When a semiconductor film is squeezed in its plane to fit a (111) substrate, does its direct gap widen or narrow? The direct gap is the energy between filled and empty states of the same wave vector, and it sets the onset of strong absorption. Shorter bonds push antibonding states up, so a simple picture says that it widens. The table tests this for 1 % in-plane compression, with the film free to expand along its normal.

Zincblende III-V compounds (F-43m when unstrained) under 1 % compression in the (111) plane, with the normal strain relaxed. Ansatz 0.2.0, HSE06, plane-wave PAW, 420 eV cutoff, no spin polarisation; cells and atoms relaxed with r2SCAN. Gap changes are strained minus unstrained; volumes and distances are those of the unstrained cells.

```tsv
formula	element on site A	Z A	element on site B	Z B	difference of Pauling electronegativities	volume per atom (Å³)	shortest distance (Å)	k mesh	band gap change (eV)	least direct gap change (eV)	unstrained gap kind	free normal strain (%)
BN	B	5	N	7	1	5.88	1.563	8×8×8	0.001	-0.182	indirect	0.16
BP	B	5	P	15	0.15	11.67	1.964	6×6×6	-0.068	-0.159	indirect	0.18
BAs	B	5	As	33	0.14	13.68	2.071	6×6×6	-0.057	-0.164	indirect	0.22
AlN	Al	13	N	7	1.43	10.43	1.892	8×8×8	-0.026	0.117	indirect	0.34
GaN	Ga	31	N	7	1.23	11.38	1.948	6×6×6	0.077	0.077	direct	0.44
GaP	Ga	31	P	15	0.38	20.24	2.360	6×6×6	-0.081	0.085	indirect	0.45
GaAs	Ga	31	As	33	0.37	22.74	2.454	6×6×6	0.084	0.084	direct	0.45
GaSb	Ga	31	Sb	51	0.24	28.82	2.655	6×6×6	0.079	0.079	direct	0.47
InP	In	49	P	15	0.41	25.77	2.558	6×6×6	0.047	0.047	direct	0.55
InAs	In	49	As	33	0.4	28.50	2.645	6×6×6	0.047	0.047	direct	0.55
InSb	In	49	Sb	51	0.27	35.27	2.840	4×4×4	0.061	0.061	direct	0.50
```

Eight of the eleven compounds follow the picture: the least direct gap of every Al, Ga and In compound rises, by 0.075 eV on average. This plain mean serves as the smooth model, and the boron compounds are kept out of it. BN, BP and BAs break it, for their direct gaps fall by 0.17 eV on average, about 0.24 eV below the model. They do so although their cells lose the most volume, so weaker compression isn't the reason.

The cause lies in the kind of empty state at the zone centre Γ, the point of zero wave vector. In GaP and InP the lowest empty level there is single, and it lies 2.0 and 3.6 eV below a threefold level. Standard band theory identifies the single level as s-like and antibonding between neighbours; shortening the bonds raises it and opens the gap. In strained BAs the order is reversed: the lowest empty states come from the threefold level, and the next single level lies 1.9 eV above that level's mean.

A threefold level responds to more than the change in volume. The unstrained cells are cubic; the strained ones are trigonal, with the film normal different from the in-plane directions. This splits the level into one single and one double level. A free atom's p level in an axial field gradient, as from equal charges on either side along one axis, is the simpler case: it splits in the same way, in proportion to the gradient, and one part must end up below the mean of the three. The analogy covers the symmetry only, because in the crystal the size of the splitting depends on the bonds, and the top of the valence band is threefold and splits too.

For BAs the computed levels allow the change of the direct gap, $\delta E$, to be worked out in full. To first order, the shape change leaves the mean of each threefold level in place. In BAs the single conduction level ends up below the double one by $\Delta_c$, hence two thirds of $\Delta_c$ below their mean. At the valence top the double level lies above the single one by $\Delta_v$, hence one third of $\Delta_v$ above the mean. With $\delta E_m$ for the change of the distance between the two means,

$$\delta E=\delta E_m-\tfrac{2}{3}\Delta_c-\tfrac{1}{3}\Delta_v .$$

The levels give $\Delta_c=0.224$ eV, $\Delta_v=0.102$ eV and $\delta E_m=0.019$ eV. Hence $\delta E=0.019-0.149-0.034=-0.164$ eV, as in the table. The agreement is no independent test, since the same levels define the gap; what the sum adds is the share of each part. The distance between the means hardly changes, and most of the narrowing comes from the split conduction level. Spin-orbit coupling, which is absent here, would change the splittings and so the size of both shares.

For BN and BP the split levels themselves aren't available, so the same cause is argued from theory and from the similar size of their breaks. Short bonds push the s-like antibonding level up, but bond length alone doesn't settle the order of the levels: AlN and GaN have shorter bonds than BP and BAs, yet their direct gaps rise. The energies of the atoms' s and p orbitals matter too, and the table doesn't separate these influences.

The smooth model has weaknesses of its own. AlN lies 0.042 eV above it, the largest misfit among the eight. Among the heavier compounds, the direct gap rises by 0.081 eV on average with Ga but by only 0.052 eV with In, while the volume loss is nearly the same, 1.5 %. A rise in proportion to the volume loss therefore doesn't fit. The misfits follow the free normal strain instead: the rise falls almost steadily from 0.117 eV in AlN, which expands by 0.34 %, to 0.047 eV in InP and InAs, which expand by 0.55 %. The direction is as expected, since more expansion means less volume loss and a larger shape change, which splits the valence top and lifts its upper part against the rise. The volume loss shrinks by only about an eighth along this series while the rise more than halves, so the table shows the link but not the share of each cause. The boron compounds expand least, so this trend would make their break larger than the plain mean says. InSb is the least secure point: it has the coarsest mesh, and its free strain of exactly 0.005 may not be fully relaxed. The missing spin-orbit coupling would also change these sizes.

A device may depend on the fundamental gap instead, which joins the highest filled to the lowest empty state at any wave vector. GaP shows the difference within one crystal: its direct gap rises by 0.085 eV while its fundamental gap falls by 0.081 eV. Both start from the same valence top, so the two conduction states must have moved apart. The lower one lies near the zone boundary point X; measured from the valence top it falls, while the s-like level rises. Part of such a fall is expected to come from the raised valence top itself; in BAs that part is 0.034 of the 0.057 eV.

For compressed (111) films of this family, the first step is therefore to find out which empty state forms the gap in question. Where it is the single s-like level at Γ, the gap widens; where it is the threefold level at Γ, the direct gap narrows, as shown for BAs and argued for BN and BP. Where it lies at or near X, the fundamental gap falls, except in BN, where it stays unchanged. The printed analysis after this section lists the break of each compound and the BAs splittings.

Output of the analysis:

```
Strain and gap changes:
   row  volume change in %  direct gap change less mean of the eight rows without boron in eV  direct less fundamental gap change in eV
    BN              -1.833                                                            -0.2566                                    -0.183
    BP              -1.814                                                            -0.2336                                    -0.091
   BAs              -1.774                                                            -0.2386                                    -0.107
   AlN              -1.657                                                            0.04238                                     0.143
   GaN              -1.559                                                           0.002375                                         0
   GaP              -1.549                                                            0.01038                                     0.166
  GaAs              -1.549                                                           0.009375                                         0
  GaSb              -1.529                                                           0.004375                                         0
   InP              -1.451                                                           -0.02762                                         0
  InAs              -1.451                                                           -0.02762                                         0
  InSb                -1.5                                                           -0.01362                                         0
Mean direct gap change of the eight rows without boron (eV): 0.07462
Mean direct gap change of the three boron rows (eV): -0.1683
Mean break of the boron rows from the other eight (eV): -0.243
Mean direct gap change of the four Ga rows (eV): 0.08125
Mean direct gap change of the three In rows (eV): 0.05167
Mean volume change of the Ga rows (%): -1.547
Mean volume change of the In rows (%): -1.467
BAs splitting of the conduction triplet (eV): 0.2238
BAs splitting of the valence top (eV): 0.1016
BAs change of the gap between triplet means (eV): 0.01942
BAs conduction edge relative to its triplet mean (eV): -0.1492
BAs valence edge relative to its triplet mean (eV): 0.03388
BAs direct gap change from these levels (eV): -0.1637
BAs next single level above the conduction triplet mean (eV): 1.944
GaP single conduction level below the triplet (eV): 1.969
InP single conduction level below the triplet (eV): 3.553
```
